Titanium: C11 nearly right, C12 far off. Is the cell too small?

I have put computed elastic constants of hexagonal titanium beside measured ones, and I can't make sense of the errors.

Elastic constants of hexagonal titanium (2-atom cell) at zero temperature, computed with Ansatz 0.2.0: DFT with PBEsol, scalar-relativistic, PAW, plane waves to 420 eV, 18×18×10 k mesh, Fermi-Dirac smearing of 0.15 eV, no spin polarization. The cell was relaxed first, then the atoms again under strains of ±0.005 and ±0.01; z is the hexagonal axis. The rows were drawn from a pool: of 90 crystals with a measured lattice constant, 2 whose relaxed edge lies over 5 % from it were taken for other phases and got no table, so the agreement shown is better than for the whole pool.

```
row  computed constant (GPa)                        what it is  measured constant (GPa)  label in the paper, method, sample              source
  1                       21  C66 on the cell's Cartesian axes                      n/a                                 n/a                 n/a
  2                       35  C44 on the cell's Cartesian axes                      n/a                                 n/a                 n/a
  3                      n/a                               n/a                       47       C44; ultrasonic; bulk crystal  pmc:6782078 (2019)
  4                      n/a                               n/a                       69       C13; ultrasonic; bulk crystal  pmc:6782078 (2019)
  5                       82  C13 on the cell's Cartesian axes                      n/a                                 n/a                 n/a
  6                      n/a                               n/a                       92       C12; ultrasonic; bulk crystal  pmc:6782078 (2019)
  7                      113  C12 on the cell's Cartesian axes                      n/a                                 n/a                 n/a
  8                    117.1               bulk modulus (Hill)                      n/a                                 n/a                 n/a
  9                      154  C11 on the cell's Cartesian axes                      n/a                                 n/a                 n/a
 10                      n/a                               n/a                      162       C11; ultrasonic; bulk crystal  pmc:6782078 (2019)
 11                      n/a                               n/a                      181       C33; ultrasonic; bulk crystal  pmc:6782078 (2019)
 12                      192  C33 on the cell's Cartesian axes                      n/a                                 n/a                 n/a
```

C11, the stress along x per strain along x, is 154 GPa against 162 measured, which looks good. C12, the stress along y under the same strain, is 113 against 92. My suspicion is the functional: PBEsol makes the titanium cell too small, and shorter bonds should be stiffer. A colleague blames the relaxation of the atoms inside the strained cell and would hold them fixed. Who is right?

Answer

Start with C11 and C12, because neither is a simple stiffness. Stretching the basal plane along x alone is the sum of two deformations: half of the strain widens the plane equally in all directions, and the other half stretches x while it shrinks y. The second is a shear of the plane, and its stiffness is C66. In a hexagonal crystal this gives

C11 = (C11 + C12)/2 + C66
C12 = (C11 + C12)/2 − C66

The stiffness against equal widening, (C11 + C12)/2, is computed as 133.5 GPa and measured as 127, so it is slightly too high. The shear stiffness, half the difference of C11 and C12, is computed as 20.5 GPa (the table's own C66 row, within rounding) and measured as 35. That is about 41% too low.

The errors of your two constants follow directly:

C11: +6.5 − 14.5 = −8 GPa
C12: +6.5 + 14.5 = +21 GPa

The good C11 is therefore a cancellation, and C12 shows the same two errors added up. What has to be explained is a crystal that resists compression too strongly and basal shear far too weakly.

Your explanation covers the first half. The computed bulk modulus is 9% above the one that follows from the measured constants, as suits a cell that is too small. But if shorter bonds stiffened every deformation by that factor, C66 would come out near 38 GPa, above the measured value instead of far below it. A smaller cell might still act on shear in some way of its own, but the plain rule "shorter, hence stiffer" fails here.

Your colleague's explanation has a clear geometric basis. Each atom sits over the centre of a triangle of atoms in the layer below, and under the centre of another in the layer above. Equal widening of the plane keeps the atom centred. Basal shear distorts both triangles in the same way, so both push the atom in the same direction, and neighbouring layers slide against each other until the push is gone. This sliding releases energy, so the crystal yields more easily: C66 and C11 fall by some amount, C12 rises by the same amount, and their sum stays put.

The size of the effect follows from a spring model. Let F be the force on an atom before it moves, k the spring constant against sliding, V the cell volume and ε the strain along x. The energy released is F²/(2k). Because F grows in proportion to ε, this energy grows as ε², just like elastic energy, and it lowers the elastic constant by

ΔC = 2 × (energy released) / (V ε²)

At a strain of 0.01, the larger of the two sizes used, sliding releases about 0.00040 eV in a cell of 33.6 Å³:

ΔC = 2 × 0.00040 / (33.6 × 0.0001) = 0.24 eV/Å³, or about 38 GPa

Two limiting cases show what this means. With an infinitely stiff spring the atoms stay where the strain puts them, and C66 is about 59 GPa. With an ever softer spring the released energy grows until C66 reaches zero and the lattice gives way to shear. The measured 35 GPa lies between the clamped value and the relaxed one. Holding the atoms fixed would thus replace an error of about −14 GPa by one of about +24. The relaxation belongs in the calculation in any case, because a sound wave is slow enough for the atoms of a real crystal to slide too, but the computed relaxation may be too large.

The spring constant offers a way to judge that, since the same spring sets the frequency of the vibration in which the layers slide to and fro. The computed force and released energy put this frequency near 109 cm⁻¹. For a given force F, the released energy varies as one over the frequency squared, so a stiffer spring would raise C66, and the measured C66 would be reached near 139 cm⁻¹. The measured vibration lies, as a rough recalled value, at about 140 cm⁻¹. This supports the view that the computed crystal slides too easily. It doesn't show that sliding explains the whole error: the force and the clamped stiffness are computed too, and a crystal as cold as the computed one would probably have a higher C66, which calls for a higher frequency.

C44 tests the hold between the layers in another way. It measures the resistance to shearing the layers past one another, a deformation in which the pushes from above and below an atom cancel. Relaxation accordingly changes it by less than about 1 GPa. Yet C44 is computed as 35 GPa against 47 measured, about a quarter too low. Relaxation can't be blamed for that, so the layers themselves seem to resist sliding too weakly. If the forces act mainly between neighbouring layers, the same springs hold back this shear and the sliding vibration, and one weakness would lower both C44 and the sliding frequency. Whether C66 falls as well depends on the push on the atoms, which comes from the same bonds and may weaken too.

What makes these springs too soft remains open. One candidate is the smearing of 0.15 eV, which spreads the electrons over the levels as a temperature of roughly 1700 K would and can blur the response of the d bands to shear. The k mesh, to which a metal like this is sensitive, and the functional itself are others. Temperature in the measurement is no way out: the measured constants fit room-temperature data, and cooling the crystal would normally stiffen its shears and widen the gap.

So each of you has part of the answer. The small cell is a reasonable cause of the excess stiffness against compression, and sliding that comes too easily is the best-supported cause of the soft basal shear. The low C44 points to the same weak hold between the layers, whose origin is still untested. I would repeat the run with less smearing and a denser mesh and watch C44 first, because relaxation can't disguise the result there. Until then, treat any stress estimate that involves shear as doubtful, even though C11 looks good. The analysis printed below compares the uniform stiffening, scaled by the bulk modulus alone, with the sliding estimate; the frequency of 139 cm⁻¹ was worked back from the measured C66, so its test is the vibration and not C66.

Output of the analysis:

```
C11 computed less measured, GPa: -8
C12 computed less measured, GPa: 21
C13 computed less measured, GPa: 13
C33 computed less measured, GPa: 11
C44 computed less measured, GPa: -12
C44 computed less measured, percent: -25.53
half sum of C11 and C12 computed, GPa: 133.5
half sum of C11 and C12 measured, GPa: 127
half sum computed less measured, GPa: 6.5
C66 as half difference of C11 and C12 computed, GPa: 20.5
C66 as half difference of C11 and C12 measured, GPa: 35
half difference computed less measured, GPa: -14.5
half difference computed less measured, percent: -41.43
bulk modulus from measured constants (Voigt), GPa: 107.2
bulk modulus computed less measured, percent: 9.212
C66 predicted by uniform stiffening, GPa: 38.22
C44 predicted by uniform stiffening, GPa: 51.33
C11 with clamped atoms from strain energies, GPa: 191.9
C11 with relaxed atoms from strain energies, GPa: 153.7
lowering of C11 and of C66 by relaxation, GPa: 38.18
C66 with clamped atoms, GPa: 58.68
change of C44 that an energy of 0.01 meV would make, GPa: 0.9546
in-plane optical mode from force and relaxation energy, 1/cm: 109.1
mode frequency that would restore the measured C66, 1/cm: 138.5
```
